Mo ions, B-spline radial code 1, Hartree-Fock at the basis-set limit: non-relativistic, average of configuration, point nucleus; E(Dirac) is Dirac-Coulomb, averaged over nl shells, with a Fermi nucleus (mass number 98, rms radius 4.4091 fm). The sum of p_i·p_j runs over pairs i < j, n(0) is the total electron density at the nucleus, and the Darwin term is the electron-nucleus one.

```
species   Z  charge (e)  electrons      configuration  kinetic energy (hartree)  <Σ p_i·p_j> (hartree m_e)  ratio to kinetic energy  first-order Darwin (hartree)  n(0) (bohr⁻³)  E(Dirac) − E(non-rel.) (hartree)
   Mo8+  42           8         34  [Ar] 3d10 4s2 4p4                    3958.0                      -1141                  -0.2883                         181.6          51680                            -71.80
   Mo9+  42           9         33  [Ar] 3d10 4s2 4p3                    3952.0                      -1138                  -0.2879                         181.6          51690                            -71.76
  Mo10+  42          10         32  [Ar] 3d10 4s2 4p2                    3945.2                      -1134                  -0.2874                         181.6          51700                            -71.72
  Mo11+  42          11         31  [Ar] 3d10 4s2 4p1                    3937.7                      -1129                  -0.2868                         181.7          51710                            -71.68
  Mo12+  42          12         30      [Ar] 3d10 4s2                    3929.4                      -1125                  -0.2862                         181.7          51720                            -71.62
  Mo13+  42          13         29      [Ar] 3d10 4s1                    3919.4                      -1123                  -0.2866                         181.4          51640                            -71.43
  Mo14+  42          14         28          [Ar] 3d10                    3908.5                      -1122                  -0.2871                         181.1          51550                            -71.22
  Mo15+  42          15         27           [Ar] 3d9                    3888.5                      -1104                  -0.2839                         181.2          51570                            -71.30
  Mo16+  42          16         26           [Ar] 3d8                    3866.5                      -1084                  -0.2804                         181.3          51590                            -71.38
  Mo17+  42          17         25           [Ar] 3d7                    3842.5                      -1063                  -0.2765                         181.3          51620                            -71.46
  Mo18+  42          18         24           [Ar] 3d6                    3816.4                      -1039                  -0.2723                         181.4          51640                            -71.54
  Mo19+  42          19         23           [Ar] 3d5                    3788.2                      -1014                  -0.2677                         181.5          51670                            -71.63
  Mo20+  42          20         22           [Ar] 3d4                    3757.9                     -987.5                  -0.2628                         181.6          51700                            -71.70
  Mo21+  42          21         21           [Ar] 3d3                    3725.2                     -958.7                  -0.2574                         181.7          51730                            -71.78
  Mo22+  42          22         20           [Ar] 3d2                    3690.3                     -928.1                  -0.2515                         181.8          51760                            -71.86
  Mo23+  42          23         19           [Ar] 3d1                    3653.0                     -895.4                  -0.2451                         182.0          51790                            -71.93
  Mo24+  42          24         18       [Ne] 3s2 3p6                    3613.3                     -860.7                  -0.2382                         182.1          51830                            -71.99
```

For a nucleus of mass M the recoil energy is T/M (normal mass shift, T the kinetic energy) plus S/M (specific mass shift, S = <Σ p_i·p_j>). In these Hartree-Fock ions S is negative in every row and cancels 28.8 % of T in Mo8+ and 23.8 % in Mo24+; for mass 98 the two terms of Mo8+ are 0.0222 and −0.0064 hartree. |S| falls at every ionisation, by amounts set by the shell: 3.3 to 4.7 hartree m_e for 4p, about 1.2 for 4s, and 18 rising to 35 for 3d. Where |S| exceeds 1000 it was taken as ratio × T, which is sharper and leaves those steps uncertain by up to 0.4.

The tempting explanation is that S is a product of momenta and simply follows T. A limiting case speaks against it: a determinant of s orbitals alone has large T and S = 0. The direct term <a|p|a>·<b|p|b> vanishes by parity, and only exchange between equal spins survives, −|<a|p|b>|², which is never positive and needs l to differ by one. Across shells the numbers reject the rule too. The loss of |S| divided by the loss of T is about 0.9 for 3d, 0.6 for 4p and 0.1 for 4s, and one constant (0.86, least squares through the origin on all sixteen steps) overshoots the 4s steps about sevenfold. The reversal of the ratio column from Mo12+ to Mo14+ is the same fact: |S| drops 0.22 % while T drops 0.53 %.

A second explanation takes the selection rule as the whole story. Averaging over spin and m for shells a and b, with occupations q and l> the larger l, gives

S = −Σ q_a q_b l> J² / [2(2l_a+1)(2l_b+1)]

J = ∫ P> (d/dr − l>/r) P< dr

where P> and P< are the radial functions of higher and lower l. If all J were equal, the departing electron would carry a weight 2 (4p), 2 (4s) or 0.8 (3d, whose partners are the twelve 2p and 3p electrons). That makes 3d the smallest step, the reverse of the table, so partner counting alone is ruled out.

The third explanation puts the trend in J. In a local potential p = i[H, r], so |J| is the level spacing times the radial dipole integral. It vanishes for degenerate partners such as 3p and 3d in a bare Coulomb field, and it is small when one orbital is diffuse and oscillates across the other. It is large for a wide gap between nodeless, overlapping orbitals: 1s–2p and 2p–3d. As an estimate, orthogonalised hydrogenic orbitals were given charges n²<1/r> from the Mo11+ orbitals of the same calculation. For 2p ∝ r² exp(−ζr) the operator returns −ζP, with ζ equal to twice the 2p value of <1/r>; the radial overlap with 3d (charge 27.0) is 0.43, so |J| = 8.0 and J² = 64. The 3p–3d pair gives 4.7. Each p shell has weight 6×2/(2×3×5) = 0.4, and a 3d electron carries 0.4 × (64.0 + 4.7) = 27.5. Nothing is fitted, and the table's mean over the shell is (1122 − 861)/10 = 26.1, so the estimate is 5 % high.

Frozen orbitals give a constant step, while the table's step nearly doubles. The Dirac orbitals of the same calculation show 3d contracting, its charge going from 28.1 in Mo16+ to 30.3 in Mo21+, or 0.44 per electron. Putting that slope into the model, again without fitting, lets the survivors overlap 2p better. The first removal then costs only 17.8 (table 18.2), because the nine remaining electrons win back part of the loss, and the last costs 38.5 (table 34.7, 11 % too high). The rms error over the ten 3d steps falls from 5.4 to 1.9. The slope is relativistic and S is not. Changes in the core are ignored too, although the same Dirac orbitals show 3p contracting as well, which should strengthen its exchange with 1s and 2s and offset part of each loss. The close match may therefore owe something to cancelling errors; it supports 3d contraction as the cause without proving it.

Within 3d the numbers do not favour the model over kinetic scaling: a constant of 0.88 fitted to those ten steps alone leaves an rms error of 0.3. The step in T is the ionisation energy, since T = −E by the virial theorem. In a Coulomb limit J² and orbital energies would both scale as charge squared, but that does not account for the nearly constant ratio here. The nuclear charge is fixed, and the square of the 3d charge rises by only about 16 % from Mo16+ to Mo21+, while the step in T goes from 24.0 to 34.9 hartree and the loss of |S| from 21.7 to 30.6. Why the two grow almost together is left open.

The model fails in size outside 3d. It gives 1.0 for 4p and 0.4 for 4s, the right order but three to five times too small, and for 4p it misses by more than the kinetic rule does. Its total for Mo24+ is 678 against 861. Poor inner lobes of the orthogonalised orbitals are the likely reason, untested here, and why 4p exceeds 4s remains unexplained. The argument still gives a guide to neighbouring ions: small steps for outer s electrons, large and growing steps for nodeless shells, and of order a hundred for a 2p electron facing 1s².

Open-shell rows are configuration averages, so term structure cannot appear, and correlation is absent, which may matter most for the small 4s and 4p steps. Relativity shifts S by about −41.9 in Mo16+ and −42.8 in Mo21+ but leaves their difference almost unchanged (124.6 against 125.5).

The Darwin column is (π/2)α²Z n(0), with α the fine-structure constant and n(0) the density at the nucleus, so the two columns are one result. It falls only when 4s leaves, by 80 and then 90 bohr⁻³ in the rounded n(0), close to the 85 bohr⁻³ that a 4s orbital has at the nucleus in Mo11+; elsewhere weaker screening raises it. It cannot alone drive E(Dirac) − E(non-rel.): it is positive and 2.5 times the size of that negative total, and per electron removed the two change by −0.3 and +0.2 hartree for 4s and by +0.10 and −0.08 for 3d. The standard account is that the negative mass-velocity term outweighs Darwin for s electrons, whose contraction screens and destabilises 3d. That column also contains the change from point to finite nucleus and excludes Breit and QED terms.
